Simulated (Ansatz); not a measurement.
**Ligand exchange: GeH2(CH3)Cl + C2H2FI → GeH2(CH3)I + C2H2ClF**

Species: GeH2(CH3)Cl, singlet; C2H2FI `F/C=C/I`, singlet; GeH2(CH3)I, singlet; C2H2ClF (1-chloro-2-fluoroethylene) `F/C=C/Cl`, singlet. The partners trade Cl for I: Ge–Cl and C–I bonds give way to Ge–I and C–Cl.

Shapes, held fixed at every level: PBE0-D4/def2-TZVP. Programs: Ansatz 0.2.0. The zero-point and thermal change to 298 K, harmonic and unscaled (PBE0-D4/def2-TZVP), is +0.9 kJ/mol.

| level | kind | ΔH(298 K) (kJ/mol) | less CCSD(T)/def2-TZVPP |
| --- | --- | --- | --- |
| PBE-D4/def2-TZVPP | GGA | +3.5 | -9.3 |
| r2SCAN-D4/def2-TZVPP | meta-GGA | +5.7 | -7.1 |
| B3LYP-D4/def2-TZVPP | global hybrid | +7.1 | -5.7 |
| PBE0-D4/def2-TZVPP | global hybrid | +2.5 | -10.3 |
| r2SCAN0-D4/def2-TZVPP | global hybrid | +3.6 | -9.2 |
| MP2/def2-TZVPP | perturbation theory | +12.5 | -0.3 |
| CCSD(T)/def2-SVP | coupled cluster or CI | 0.0 | -12.8 |
| CCSD(T)/def2-TZVPP | coupled cluster or CI | +12.8 | 0.0 |

The highest level, CCSD(T)/def2-TZVPP, gives ΔH(298 K) = +12.8 kJ/mol; the levels span 0.0 to +12.8. The column of differences is taken from that level and isn't an error. No measured value is set beside it here. For atoms past krypton def2 sets carry core potentials with scalar relativity. Relativity is left out for Ge. Outer-core shells of Ge, I are correlated in most correlated rows, in sets that cover them unevenly.

The exchange is mildly endothermic at the highest level, so chlorine prefers germanium and iodine prefers carbon. Both C–Cl and Ge–Cl bonds are stronger than their iodine counterparts, and the small enthalpy is what remains when these two preferences nearly cancel. The balance probably tips towards the reactants because germanium is more electropositive than carbon: the Ge–Cl bond gains more from charge transfer to the halogen, and replacing chlorine by the less electronegative iodine costs more there than the new C–Cl bond returns.

The direction is better supported than the size. No level makes the exchange exothermic, but CCSD(T) moves from 0.0 to +12.8 kJ/mol on going from the smaller to the larger basis, a shift as large as the reaction enthalpy itself. The close agreement of MP2 with CCSD(T) in the larger basis suggests that correlation beyond second order largely cancels, but it doesn't show basis-set convergence, since both may share the same basis error. The lower density-functional values therefore can't be ruled out.
